**Question**

I am comparing calculated bulk moduli of ordered compounds of d metals, and the value for Ta₃Ru is not filled in. I first thought that the electrons are the glue, so more valence electrons per volume should make a stiffer crystal. The known rows don't seem to follow that. Is there a physical way to estimate Ta₃Ru from the others, and how far should I trust it?

Intermetallics of d metals, computed with Ansatz 0.2.0 (LDA, plane-wave PAW, scalar-relativistic, 420 eV cutoff), with cell and atoms relaxed in the symmetry of the starting structure. The bulk modulus is the Voigt-Reuss-Hill mean from strains of 0.005 with ions relaxed. Valence electrons are counted by group number; smearing is Fermi-Dirac, but Gaussian for Ti2Co.

| formula | space group | volume per atom (Å³) | shortest distance (Å) | pair at the shortest distance | valence electrons an atom | spin | k mesh | smearing width | bulk modulus from strains (GPa) |
| --- | --- | --- | --- | --- | --- | --- | --- | --- | --- |
| TiCo2 | Fd-3m | 11.42 | 2.296 | Co-Co | 7.33 | none | 10×10×10 | 0.15 eV | 246 |
| Cu3Pt | Pm-3m | 11.95 | 2.566 | Cu-Cu | 10.75 | none | 12×12×12 | 0.15 eV | 219 |
| Ti2Co | Fd-3m | 13.50 | 2.428 | Ti-Ti | 5.67 | collinear | 10×10×10 | 0.2 eV | 133 |
| TaRh3 | Pm-3m | 13.95 | 2.702 | Rh-Ta | 8.00 | none | 12×12×12 | 0.15 eV | 309 |
| TiRh | P4/mmm | 14.08 | 2.647 | Rh-Ti | 6.50 | none | 14×14×12 | 0.15 eV | 222 |
| TaRu | P4/mmm | 15.19 | 2.710 | Ru-Ta | 6.50 | none | 14×14×12 | 0.15 eV | 286 |
| Ta3Ru | Fm-3m | 15.98 | 2.748 | Ru-Ta | 5.75 | none | 12×12×12 | 0.15 eV | ? |

**Answer**

Yes, but the electrons have to be judged by what they do in the bonding, not by how many there are. The bulk modulus B measures resistance to uniform compression: a material with B = 200 GPa needs about 2 GPa of pressure to shrink by one percent in volume. In a gas of free electrons, B does rise with the electron density. Cu₃Pt shows why that rule fails here: it has 57 % more valence electrons per volume than TaRh₃, yet its modulus is 29 % lower.

The reason lies in the d electrons. When d orbitals on neighbouring atoms overlap, they form a band whose lower states are bonding and whose upper states are antibonding. Filling the lower half pulls the atoms together, and filling the upper half undoes much of that gain. In copper the d band is practically full, so its many d electrons raise the count but add little net bonding. Metals near the middle of a d series gain most from the band.

This attraction sets the stiffness because it works against a repulsion. The d bonds draw the atoms inward until the compressed s and p electrons and the atomic cores push back equally hard. Both forces change steeply with distance. Where the attraction is strong, the balance lies at a point where a small change in volume costs much energy, and that is what a high B means.

TiRh and TaRu make the best pair for seeing this. Both have a CsCl-type arrangement stretched along one axis, and both have 6.50 valence electrons an atom. TaRu even has the larger volume per atom, so its electrons are more thinly spread. Yet it is stiffer by 64 GPa.

Two changes separate the compounds. Going from Ti to Ta replaces compact 3d orbitals by wider 5d orbitals, which overlap better, and adds one electron to a d shell that is less than half full. Going from Rh to Ru takes one electron away from a shell that is more than half full. In the elements, both steps strengthen the bonding. In the compounds the atoms share their d bands, and these are filled to about the same level in TiRh and TaRu, so the wider 5d orbitals should matter most there. The table shows the difference in stiffness; this explanation of it comes from standard d-band theory, which these runs don't test separately.

**From elements to a compound**

A simple estimate lets each atom bring along the stiffness that it has in its own element. Write the energy of the crystal as a sum over atoms, each depending only on its own share of the volume. In these cells symmetry fixes the positions of the atoms within the cell, so a uniform squeeze shortens all distances by nearly the same fraction. If the atomic volumes shrink alike too, taking the second derivative of the energy gives

B × V = sum of (Bᵢ × vᵢ),

where V is the volume of the cell, vᵢ the share of atom i and Bᵢ the bulk modulus of its element when squeezed or stretched to that share. For atoms of similar size that keep about the volume they have in the element, B is then the average of the element values weighted by composition. If the bonding between unlike atoms draws them closer together than that, the compound should be stiffer than the average. The values below are rough, recalled sizes for LDA calculations, not results from the table.

| Element | Rough bulk modulus (GPa) |
|---|---|
| Ti | 130 |
| Cu | 190 |
| Ta | 220 |
| Co, ferromagnetic | 240 |
| Pt | 300 |
| Rh | 310 |
| Ru | 360 |

For TiRh the average is (130 + 310)/2 = 220 GPa, against 222 GPa computed. For TaRu it is (220 + 360)/2 = 290 GPa, against 286 GPa. The rule thus gives a gap of 70 GPa between the two, close to the computed 64 GPa, without using the electron density. These rows test the average; they were not used to adjust it.

One could instead let every atom feel the same pressure, so that the soft ones yield more. For TiRh that gives only 183 GPa, because the soft Ti would take up most of the squeeze. Over the six known rows the typical (rms) miss is 33 GPa with equal pressure and 24 GPa with equal strain. The preference is modest, and Ti₂Co goes against it.

**Where the average fails**

The two compounds of Ti and Co show what the average leaves out. Their computed moduli differ by 113 GPa, while the change in composition accounts for only 37 GPa. The estimate is 43 GPa too low for TiCo₂ and 34 GPa too high for Ti₂Co.

TiCo₂ was calculated without spin, whereas the value used for Co belongs to the ferromagnet. Magnetism generally expands and softens such a metal, so a reference that includes it is probably too soft for this row. A modulus of Co calculated without spin would show how much of the miss comes from this, and a run of TiCo₂ with spin would show whether a magnetic state lies lower. Neither is available here. Part of the miss may also come from atoms sitting closer together than in the elements.

Ti₂Co has a different problem. The cell is a hypothetical Laves phase with the usual roles reversed: Ti sits on the network meant for the smaller atom. Some atomic displacements clearly lower its energy, so it is not a stable crystal. Its shear modulus is only about an eighth of that of TiCo₂, whose only imaginary frequency, 13 cm⁻¹, is too small to judge. An average over composition cannot know that the atoms are badly placed. That this bad fit also lowers the bulk modulus is plausible, but not shown separately.

**The forecast for Ta₃Ru**

Ta₃Ru should suit the rule better than those two. It combines the same heavy metals as TaRu, and its volume and shortest distance match an ordered bcc lattice. The arrangement in TaRu is a stretched version of such a lattice. I therefore see no reason to shift the plain average:

B = (3 × 220 + 360)/4 = **255 GPa, with a range of 230 to 280 GPa**.

Ta₃Ru should be softer than TaRu, because more of the stiff Ru has been replaced by Ta, and stiffer than TiRh. The half-width of 25 GPa is the typical miss over all six known rows, rounded up. It includes the two difficult Co compounds and is not a strict confidence limit. The recalled value for Ta matters most: an error of 10 % in it would move the forecast by about 17 GPa.

**The computed value**

The withheld rows as computed:

| formula | space group | volume per atom (Å³) | shortest distance (Å) | pair at the shortest distance | valence electrons an atom | spin | k mesh | smearing width | bulk modulus from strains (GPa) |
| --- | --- | --- | --- | --- | --- | --- | --- | --- | --- |
| Ta3Ru | Fm-3m | 15.98 | 2.748 | Ru-Ta | 5.75 | none | 12×12×12 | 0.15 eV | 254 |

The calculation gives 254 GPa, so the forecast is 1 GPa too high. Both comparisons hold as well: Ta₃Ru is softer than TaRu and stiffer than TiRh. The step from TaRu to Ta₃Ru is reproduced too, with a computed drop of 286 − 254 = 32 GPa and an estimated one of 290 − 255 = 35 GPa. Diluting Ru with Ta lowers the stiffness about as the element values suggest.

The agreement is closer than the method deserves. The element values are themselves uncertain by more than 1 GPa, and TaRh₃, which contains no Co, is still underestimated by about 22 GPa. Errors have probably cancelled in Ta₃Ru. Nor does the hit settle how the atoms share the squeeze, since the equal-pressure average gives 244 GPa, also inside the range.

Your original idea can be put to the same test. A straight line in valence electrons per volume, fitted to the six known rows, gives 229 GPa for Ta₃Ru, which is 25 GPa too low. That may look respectable, but the line is almost flat and mostly returns the mean of the known compounds. When each known row is predicted from the other five, its typical miss is 95 GPa. The analysis printed below lists the estimates and misses for every row.

For a first screening, then, ask which elements are present and how strongly their d shells bond, and average their moduli. Expect errors of a few tens of GPa, and be wary if the magnetic state differs from that of the element or if the crystal structure is unstable. Three limits matter in a comparison with experiment: LDA usually makes metals too stiff, the PAW datasets used here were made for another functional (PBE), and the convergence of these moduli with the k mesh was not tested. The computed value is therefore a check on the reasoning, not a substitute for a measurement.

Output of the analysis:

```
Correlation of bulk modulus with valence density, known rows: 0.0925
Valence density of Cu3Pt over that of TaRh3: 1.569
Bulk modulus of Cu3Pt over that of TaRh3: 0.7087
TaRu less TiRh, computed bulk modulus in GPa: 64
TaRu less TiRh, equal-strain average in GPa: 70
TiCo2 less Ti2Co, computed bulk modulus in GPa: 113
TiCo2 less Ti2Co, equal-strain average in GPa: 36.67
Rms miss of equal-strain average, known rows, in GPa: 23.94
Rms miss of equal-pressure average, known rows, in GPa: 32.7
Rms miss of equal-strain average, known rows without Co, in GPa: 11.01
Nearest distance of a bcc lattice with the volume of Ta3Ru in A: 2.748
Forecast for Ta3Ru in GPa: 255
Lower end of the forecast in GPa: 230
Upper end of the forecast in GPa: 280
Shift of the forecast if the recalled Ta value is 10 percent off, in GPa: 16.5
Computed bulk modulus of Ta3Ru in GPa: 254
Miss for Ta3Ru, forecast less computed, in GPa: 1
fit of b on 6 rows: constant 218.1 +/- 1e+02, coefficient of density 31.11 +/- 167; rms 56.1, worst Ti2Co 98.1, leave-one-out rms 94.7
  rows outside the fit (model, value, miss): Ta3Ru 229.3, 254, -24.7
Averages and misses in GPa:
    row  valence electrons per A3  equal-strain average  its miss  equal-pressure average  its miss too
  TiCo2                    0.6419                 203.3    -42.67                   187.2         -58.8
  Cu3Pt                    0.8996                 217.5      -1.5                   209.2        -9.826
  Ti2Co                      0.42                 166.7     33.67                   153.4         20.44
  TaRh3                    0.5735                 287.5     -21.5                   281.2        -27.76
   TiRh                    0.4616                   220        -2                   183.2        -38.82
   TaRu                    0.4279                   290         4                   273.1         -12.9
  Ta3Ru                    0.3598                   255         1                   243.7        -10.31
```
